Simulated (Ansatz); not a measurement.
A series in volume per atom on MgO

Equation of state of a cubic crystal from periodic Kohn-Sham density functional theory without spin; pressure corrected for the finite basis. The results are calculated, by Ansatz 0.2.0 development build.

Cell of the first row (space group Fm-3m, No. 225):
```
CELL_PARAMETERS angstrom
0.00000 2.06880 2.06880
2.06880 0.00000 2.06880
2.06880 2.06880 0.00000
ATOMIC_POSITIONS crystal
Mg 0.00000 0.00000 0.00000
O 0.50000 0.50000 0.50000
```

Settings of every row: formula MgO; structure type rock salt; functional r2SCAN; spin treatment none; k mesh 14x14x14; occupation method fermi-dirac; occupation width 0.1 eV; wave cutoff 500 eV; datasets soft-1 PAW; density cutoff ratio 4.

```
row  volume per atom (Å³)  pressure (GPa)  energy above lowest point (meV/atom)
  1                 8.855           9.268                                 11.85
  2                 9.144               ?                                     ?
  3                 9.432          -2.093                                     0
  4                 9.721          -6.566                                  7.91
  5                 10.01         -10.392                                 23.28
```

Question: what pressure and energy above lowest point should row 2 give?

Worked fit of pressure. Take u = (V_r/V)^(2/3) − 1 with V_r = 9.5765 Å³ an atom, which is twice the finite (Eulerian) strain; such expansions in the strain, on which the Birch-Murnaghan equation of state is built, carry the rest volume and the bulk modulus. The shown rows have u = 0.05361, 0.01019, -0.00993, -0.02908. Least squares give pressure = −4.421 + 222.843 × u + 605.93 × u² GPa; a straight line predicts inner rows, each left out in turn, worse (root mean square 0.63 against 0.016 GPa). The rows lie off it by 0.001, -0.006, 0.008, -0.003 (root mean square 0.0052 GPa). The pressure vanishes at u = 0.0189, or V = 9.312 Å³ an atom, and there the bulk modulus at fixed shape and fractions is B = −V dP/dV = (2/3)(1 + u) dP/du = 167 GPa. The withheld row has u = 0.03129, so the fit gives −4.421 + 222.843 × (0.03129) + 605.93 × (0.03129)² = 3.145 GPa.

The calculation gave 3.14 GPa. The fit lies 0.005 GPa (0.025 % of the column's range) above it; its largest miss of a shown row is 0.008 GPa.

Worked fit of energy above lowest point. Take u = (V_r/V)^(2/3) − 1 with V_r = 9.5765 Å³ an atom, which is twice the finite (Eulerian) strain; such expansions in the strain, on which the Birch-Murnaghan equation of state is built, carry the rest volume and the bulk modulus. The shown rows have u = 0.05361, 0.01019, -0.00993, -0.02908. Least squares give energy above lowest point = 2.946 − 395.03 × u + 10466.4 × u² meV/atom; a straight line predicts inner rows, each left out in turn, worse (root mean square 11 against 0.02 meV/atom). The rows lie off it by 0.00, -0.01, 0.01, 0.00. Its lowest point lies at u = 0.0189, or V = 9.312 Å³ an atom, and the curvature there gives the bulk modulus at fixed shape and fractions, B = (4/9)(1 + u)² E″(u)/V = 166 GPa. The withheld row has u = 0.03129, so the fit gives 2.946 − 395.03 × (0.03129) + 10466.4 × (0.03129)² = 0.83 meV/atom.

The calculation gave 0.82 meV/atom. The fit lies 0.01 meV/atom (1.2 % of the value, 0.043 % of the column's range) above it, one unit of the last digit.
